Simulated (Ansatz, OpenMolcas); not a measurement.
Si2H2OF2 (SMILES F[Si]1(F)O[SiH2]1): methods side by side

The species is Si2H2OF2 (7 atoms), meant as a singlet with charge 0. SMILES: `F[Si]1(F)O[SiH2]1`. The coordinates come from a PBE0-D4/def2-TZVP relaxation.

Each level gives the vertical energy of the triplet above the singlet (eV). The values are calculated.

```tsv
level	kind	program	value (eV)	less CCSD(T)/def2-SVP	CPU time (all runs)
HF/def2-SVP	Hartree–Fock	Ansatz	4.02	-0.25	7.5 s
PBE/def2-SVP	GGA	Ansatz	3.79	-0.48	20 s
r2SCAN/def2-SVP	meta-GGA	Ansatz	3.83	-0.44	46 s
M06-2X/def2-SVP	hybrid meta-GGA	OpenMolcas	4.19	-0.08	1.8 min
PBE0/def2-SVP	global hybrid	OpenMolcas	3.96	-0.31	90 s
CAM-B3LYP/def2-SVP	range-separated hybrid	Ansatz	4.13	-0.14	29 s
B2PLYP/def2-SVP	double hybrid	Ansatz	4.17	-0.10	33 s
RPA@PBE0/def2-SVP	RPA	Ansatz	4.20	-0.07	36 s
CCSD(T)/def2-SVP	coupled cluster or CI	Ansatz	4.27	0.00	2.1 min
```

CCSD(T)/def2-SVP is the highest level here, not the true value. The values span 3.79 to 4.27 eV. Times are those of the runs behind each value, whatever else they computed, on shared processors of several kinds: orders of magnitude only.

Every level places the triplet well above the singlet at this geometry, and every one gives a smaller gap than CCSD(T). The low-energy excitation probably moves an electron from the strained Si–Si σ bond into an orbital with Si–Si σ* character, since this bond is weaker than the Si–O and Si–F bonds and its electrons are held less tightly.

PBE and r2SCAN give the smallest gaps, and PBE0 recovers only part of the difference. RPA, M06-2X and B2PLYP come within 0.10 eV of the coupled-cluster value, too close together to rank on one molecule. More exact exchange does not by itself ensure a larger gap: Hartree–Fock, at 4.02 eV, falls below M06-2X and CAM-B3LYP, probably because it omits the opposite-spin correlation that favours the singlet with its additional electron pair.

These vertical gaps do not fix the adiabatic singlet–triplet separation, which could be considerably smaller if the triplet relaxes by stretching the Si–Si bond or opening the ring.
